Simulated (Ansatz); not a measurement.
# TaN: energy above lowest point against volume scale

Results calculated with Ansatz 0.2.0, not measured. Free energy against uniform scaling of the volume at fixed shape and fractions; periodic cell, basis, potentials, k mesh and filling as listed.

The cell before it is scaled or strained (space group P-6m2, No. 187):
```
CELL_PARAMETERS angstrom
2.93800 0.00000 0.00000
-1.46900 2.54440 0.00000
0.00000 0.00000 2.88300
ATOMIC_POSITIONS crystal
Ta 0.33333 0.66667 0.50000
N 0.00000 0.00000 0.00000
```

Settings of every row: functional PBEsol; dispersion none; potentials all-electron LAPW; k mesh 11x11x10; k shift 0x0x0; occupations fermi dirac; smearing width 0.1 eV; spin none.

Limits: coarse k mesh, up to 40 meV an atom off; no spin-orbit coupling, which can matter with elements this heavy.

```
row  volume scale  V (Å³/atom)  energy above lowest point (meV/atom)
  1          0.94       10.129                                  28.3
  2          0.96       10.345                                   8.5
  3          0.98        10.56                                     0
  4             1       10.776                                   1.7
  5          1.02       10.991                                  12.5
  6          1.04       11.207                                     ?
  7          1.06       11.422                                    58
```

Question: what energy above lowest point should row 6 give?

Worked fit of energy above lowest point. Take u = (V_r/V)^(2/3) − 1 with V_r = 10.668 Å³ an atom, which is twice the finite (Eulerian) strain; such expansions in the strain, on which the Birch-Murnaghan equation of state is built, carry the rest volume and the bulk modulus. The shown rows have u = 0.03517, 0.02071, 0.00681, -0.00669, -0.01969, -0.04451. Least squares give energy above lowest point = −0.35 − 127.6 × u + 26704 × u² + 2642 × u³ meV/atom; a parabola predicts inner rows, each left out in turn, worse (root mean square 0.058 against 0.027 meV/atom). All shown rows lie on it to the printed digit. Its lowest point lies at u = 0.0024, or V = 10.63 Å³ an atom, and the curvature there gives the bulk modulus at fixed shape and fractions, B = (4/9)(1 + u)² E″(u)/V = 360 GPa. Letting shape and atoms relax would as a rule lower it, by much in layered, chain or molecular crystals. The withheld row has u = -0.03233, so the fit gives −0.35 − 127.6 × (-0.03233) + 26704 × (-0.03233)² + 2642 × (-0.03233)³ = 31.6 meV/atom.

The calculation gave 31.6 meV/atom. The fit meets it to the printed digit.
